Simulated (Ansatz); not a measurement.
# Ligand exchange: GeH3(SH) + Sn(SH)4 → GeH2(SH)2 + SnH(SH)3

Species: GeH3(SH), singlet; Sn(SH)4, singlet; GeH2(SH)2, singlet; SnH(SH)3, singlet. The partners trade H for SH: Ge–H and Sn–SH bonds give way to Ge–SH and Sn–H.

Shapes, held fixed at every level: PBE0-D4/def2-TZVP. Flexible molecules stand in one conformer, not always the lowest. Programs: Ansatz 0.2.0. The zero-point and thermal change to 298 K, harmonic and unscaled (PBE0-D4/def2-TZVP), is -1.6 kJ/mol.

```json
{"level": "HF/def2-TZVPP", "kind": "Hartree–Fock", "ΔH(298 K) (kJ/mol)": "+14.9", "less CCSD(T)/def2-TZVPP": "-1.6"}
{"level": "PBE-D4/def2-TZVPP", "kind": "GGA", "ΔH(298 K) (kJ/mol)": "+17.1", "less CCSD(T)/def2-TZVPP": "+0.6"}
{"level": "BHLYP-D4/def2-TZVPP", "kind": "global hybrid", "ΔH(298 K) (kJ/mol)": "+19.7", "less CCSD(T)/def2-TZVPP": "+3.2"}
{"level": "B2PLYP/def2-TZVPP", "kind": "double hybrid", "ΔH(298 K) (kJ/mol)": "+17.7", "less CCSD(T)/def2-TZVPP": "+1.2"}
{"level": "CCSD(T)/def2-SVP", "kind": "coupled cluster or CI", "ΔH(298 K) (kJ/mol)": "+18.6", "less CCSD(T)/def2-TZVPP": "+2.1"}
{"level": "CCSD/def2-SVP", "kind": "coupled cluster or CI", "ΔH(298 K) (kJ/mol)": "+18.2", "less CCSD(T)/def2-TZVPP": "+1.7"}
{"level": "CCSD/def2-TZVPP", "kind": "coupled cluster or CI", "ΔH(298 K) (kJ/mol)": "+15.4", "less CCSD(T)/def2-TZVPP": "-1.1"}
{"level": "CCSD(T)/def2-TZVPP", "kind": "coupled cluster or CI", "ΔH(298 K) (kJ/mol)": "+16.5", "less CCSD(T)/def2-TZVPP": "0.0"}
```

The highest level, CCSD(T)/def2-TZVPP, gives ΔH(298 K) = +16.5 kJ/mol; the levels span +14.9 to +19.7. The column of differences is taken from that level and isn't an error. No measured value is set beside it here. For atoms past krypton def2 sets carry core potentials with scalar relativity. Relativity is left out for Ge. Outer-core shells of Ge, Sn are correlated in most correlated rows, in sets that cover them unevenly.

The exchange is endothermic at every level, so hydrogen favours germanium and thiolate favours tin in this pairing. The likely reason is that the M–H bond weakens more from germanium to tin than the M–S bond does. The larger, more diffuse valence orbitals of tin overlap less well with hydrogen 1s, while the more polar Sn–S bond keeps more of its strength through its ionic share.

Hartree–Fock already gives +14.9 kJ/mol against +16.5 with CCSD(T) in the same basis, so the preference doesn't depend on electron correlation. Bond changes at the two centres largely offset each other, which probably cancels much of the correlation energy. For CCSD and CCSD(T) alike, going from def2-SVP to def2-TZVPP shifts the result more than the triples do in either basis.

The enthalpy isn't a pure measure of the metals' preferences, since tin goes from four thiolates to three and germanium from one to two, and interactions between thiolates on the same centre also contribute.
